**Identifying levels of theory from their errors in the ionisation energy of HBO**

The table holds the error, in meV, of the vertical ionisation energy of linear HBO at HF, MP2, CCSD, CCSD(T), CCSDT and four kinds of AFQMC, against CCSDT(Q) in cc-pVTZ with frozen cores, with the statistical noise of the walks. The program counts how many matchings of six unlabelled rows to six levels survive each of five simple rules, splits each error except that of the released walk into a neutral and a cation part using total energies of the neutral from the same calculations, and tests one parameter-free estimate in which a level misses the same share of correlation in both states. Four rules reduce 720 matchings to two, and the fifth, that CCSDT lies nearer than CCSD(T), discards the true one. The estimate matches CCSD(T), gives half the CCSD error and has the wrong sign for MP2. MP2 under-correlates both states but the cation more, and phaseless AFQMC with an HF trial errs mainly in the neutral, while the CISD-trial, released and free walks are not resolved from zero.

Vertical ionisation of linear HBO (singlet) to HBO⁺ (doublet) by MP2, coupled cluster and phaseless AFQMC, computed with Ansatz 0.2.0 and AFQMC afq 1 (own program). All levels use the cc-pVTZ basis, frozen cores, a fixed PBE0/def2-TZVP geometry, and RHF determinants for the neutral and UHF for the cation; the reference is CCSDT(Q).

## Program and output

```python
# Table: error (meV) of the vertical ionisation energy of HBO against CCSDT(Q)/cc-pVTZ, frozen core,
# for HF, MP2, coupled cluster (Ansatz) and AFQMC (own program). Tested: how far simple rules identify
# six unlabelled rows, the split of each error into neutral and cation, and an equal-share estimate.
T = {
    'row_level': ['HF', 'MP2', 'CCSD', 'CCSD(T)', 'CCSDT', 'ph-AFQMC/HF', 'ph-AFQMC/CISD', 'released AFQMC', 'free AFQMC'],
    'row_error': [-2069.0, 287.0, -189.0, -6.0, -18.0, 168.0, 7.0, 1.0, -17.0],  # meV
    'row_noise': [0.0, 0.0, 0.0, 0.0, 0.0, 35.0, 7.0, 8.0, 14.0],  # meV
}
from itertools import permutations
from math import sqrt
from scipy.constants import physical_constants
L = T['row_level']
E = dict(zip(L, T['row_error'])); S = dict(zip(L, T['row_noise']))
hid = L[1:7]; PH, PC = 'ph-AFQMC/HF', 'ph-AFQMC/CISD'
rules = [('noise only on random walks', lambda a: all((S[a[n]] > 0) == ('AFQMC' in n) for n in hid)),
         ('HF trial has the larger error', lambda a: abs(E[a[PH]]) > abs(E[a[PC]])),
         ('levels with triples nearer than MP2, CCSD', lambda a: max(abs(E[a['CCSD(T)']]), abs(E[a['CCSDT']])) < min(abs(E[a['MP2']]), abs(E[a['CCSD']]))),
         ('CCSD has the sign of HF', lambda a: E[a['CCSD']] * E['HF'] > 0),
         ('CCSDT nearer than CCSD(T)', lambda a: abs(E[a['CCSDT']]) < abs(E[a['CCSD(T)']]))]
pool = [dict(zip(hid, p)) for p in permutations(hid)]
print('possible matchings of six rows:', len(pool))
for name, f in rules:
    pool = [a for a in pool if f(a)]
    print(f'  after "{name}": {len(pool)} left, true one kept: {any(all(a[n] == n for n in hid) for a in pool)}')
# further outputs of the same runs (neutral molecule), eV; reference gap from the notes
ref, gap, pbe_homo = -2736.21382, 13.584, -8.892715
N = {'HF': -2726.70076, 'MP2': -2735.6944, 'CCSD': -2735.78682, 'CCSD(T)': -2736.18269, 'CCSDT': -2736.18797,
     PH: -2736.37138, PC: -2736.2069, 'free AFQMC': -2736.20969}
sN = {PH: 25.692, PC: 5.0206, 'free AFQMC': 7.5885}   # meV, same runs
rel = [-2736.21255, -2736.21019, -2736.20373, -2736.20927]   # released energies, same runs
n = {k: 1000 * (v - ref) for k, v in N.items()}
c = {k: n[k] + E[k] for k in N}
print('table rounding 0.5 meV; cation error = neutral error + gap error')
print('level: gap eV | error meV of gap, neutral, cation')
for k in N:
    s = f' | noise {S[k]:.0f}, {sN[k]:.0f}, {sqrt(S[k]**2 - sN[k]**2):.0f}' if k in sN else ''
    print(f'  {k}: {gap + E[k] / 1000:.3f} | {E[k]:+.0f}, {n[k]:+.0f}, {c[k]:+.0f}{s}')
print(f'  released, neutral over 4 times: {1000*(min(rel)-ref):+.0f} to {1000*(max(rel)-ref):+.0f} meV')
print(f"correlation per electron: neutral {n['HF']/10:.0f}, cation {c['HF']/9:.0f} meV")
print('share of correlation recovered, neutral, cation | equal-share estimate, actual, miss (meV)')
for k in hid:
    est = n[k] / n['HF'] * E['HF']
    print(f"  {k}: {100*(1-n[k]/n['HF']):.2f} %, {100*(1-c[k]/c['HF']):.2f} % | {est:+.1f}, {E[k]:+.0f}, {E[k]-est:+.0f}")
print('energy step in meV: neutral, cation, gap')
for a, b in [('HF', 'MP2'), ('MP2', 'CCSD'), ('CCSD', 'CCSD(T)'), ('CCSD', 'CCSDT'), ('CCSD(T)', 'CCSDT'), (PH, PC)]:
    print(f'  {a} to {b}: {n[b]-n[a]:+.0f}, {c[b]-c[a]:+.0f}, {E[b]-E[a]:+.0f}')
print(f"  CCSDT to CCSDT(Q): {-n['CCSDT']:+.0f}, {-c['CCSDT']:+.0f}, {-E['CCSDT']:+.0f}")
print(f"(T) as share of full triples: neutral {100*(n['CCSD(T)']-n['CCSD'])/(n['CCSDT']-n['CCSD']):.1f} %, "
      f"cation {100*(c['CCSD(T)']-c['CCSD'])/(c['CCSDT']-c['CCSD']):.1f} %")
Q = [k for k in L if S[k] > 0]
print('error over noise: ' + ', '.join(f'{k} {E[k]/S[k]:+.1f}' for k in Q))
for k in Q:
    if k != PC:
        d, s = E[k] - E[PC], sqrt(S[k]**2 + S[PC]**2)
        print(f'  {k} less {PC}: {d:+.0f} +- {s:.0f} meV ({abs(d)/s:.1f} noise units, taken as independent)')
Eh = 1000 * physical_constants['Hartree energy in eV'][0]
t1, t2 = 0.00095 * Eh, 0.00019 * Eh   # stopping targets of the same runs
print(f'noise ratio HF/CISD trial {S[PH]/S[PC]:.1f}; stopping targets {t1:.1f}, {t2:.1f} meV, ratio {t1/t2:.1f}')
print(f"neutral {PH} from reference: {n[PH]/sN[PH]:+.1f} noise units")
print(f'minus PBE highest orbital energy {-pbe_homo:.2f} eV, {gap + pbe_homo:.2f} eV under the reference gap')
assert E['HF'] < E['CCSD'] < 0 < E['MP2']
assert abs(E['CCSD(T)']) < abs(E['CCSDT']) and n['CCSDT'] < n['CCSD(T)'] and c['CCSDT'] < c['CCSD(T)']
assert n[PH] < -3 * sN[PH] and abs(c[PH]) < abs(n[PH]) / 5
assert all(abs(E[k]) < 2 * S[k] for k in Q if k != PH)
```

Running it gives:

```
possible matchings of six rows: 720
  after "noise only on random walks": 48 left, true one kept: True
  after "HF trial has the larger error": 24 left, true one kept: True
  after "levels with triples nearer than MP2, CCSD": 4 left, true one kept: True
  after "CCSD has the sign of HF": 2 left, true one kept: True
  after "CCSDT nearer than CCSD(T)": 1 left, true one kept: False
table rounding 0.5 meV; cation error = neutral error + gap error
level: gap eV | error meV of gap, neutral, cation
  HF: 11.515 | -2069, +9513, +7444
  MP2: 13.871 | +287, +519, +806
  CCSD: 13.395 | -189, +427, +238
  CCSD(T): 13.578 | -6, +31, +25
  CCSDT: 13.566 | -18, +26, +8
  ph-AFQMC/HF: 13.752 | +168, -158, +10 | noise 35, 26, 24
  ph-AFQMC/CISD: 13.591 | +7, +7, +14 | noise 7, 5, 5
  free AFQMC: 13.567 | -17, +4, -13 | noise 14, 8, 12
  released, neutral over 4 times: +1 to +10 meV
correlation per electron: neutral 951, cation 827 meV
share of correlation recovered, neutral, cation | equal-share estimate, actual, miss (meV)
  MP2: 94.54 %, 89.17 % | -113.0, +287, +400
  CCSD: 95.51 %, 96.80 % | -92.9, -189, -96
  CCSD(T): 99.67 %, 99.66 % | -6.8, -6, +1
  CCSDT: 99.73 %, 99.89 % | -5.6, -18, -12
  ph-AFQMC/HF: 101.66 %, 99.86 % | +34.3, +168, +134
  ph-AFQMC/CISD: 99.93 %, 99.81 % | -1.5, +7, +9
energy step in meV: neutral, cation, gap
  HF to MP2: -8994, -6638, +2356
  MP2 to CCSD: -92, -568, -476
  CCSD to CCSD(T): -396, -213, +183
  CCSD to CCSDT: -401, -230, +171
  CCSD(T) to CCSDT: -5, -17, -12
  ph-AFQMC/HF to ph-AFQMC/CISD: +164, +3, -161
  CCSDT to CCSDT(Q): -26, -8, +18
(T) as share of full triples: neutral 98.7 %, cation 92.5 %
error over noise: ph-AFQMC/HF +4.8, ph-AFQMC/CISD +1.0, released AFQMC +0.1, free AFQMC -1.2
  ph-AFQMC/HF less ph-AFQMC/CISD: +161 +- 36 meV (4.5 noise units, taken as independent)
  released AFQMC less ph-AFQMC/CISD: -6 +- 11 meV (0.6 noise units, taken as independent)
  free AFQMC less ph-AFQMC/CISD: -24 +- 16 meV (1.5 noise units, taken as independent)
noise ratio HF/CISD trial 5.0; stopping targets 25.9, 5.2 meV, ratio 5.0
neutral ph-AFQMC/HF from reference: -6.1 noise units
minus PBE highest orbital energy 8.89 eV, 4.69 eV under the reference gap
```
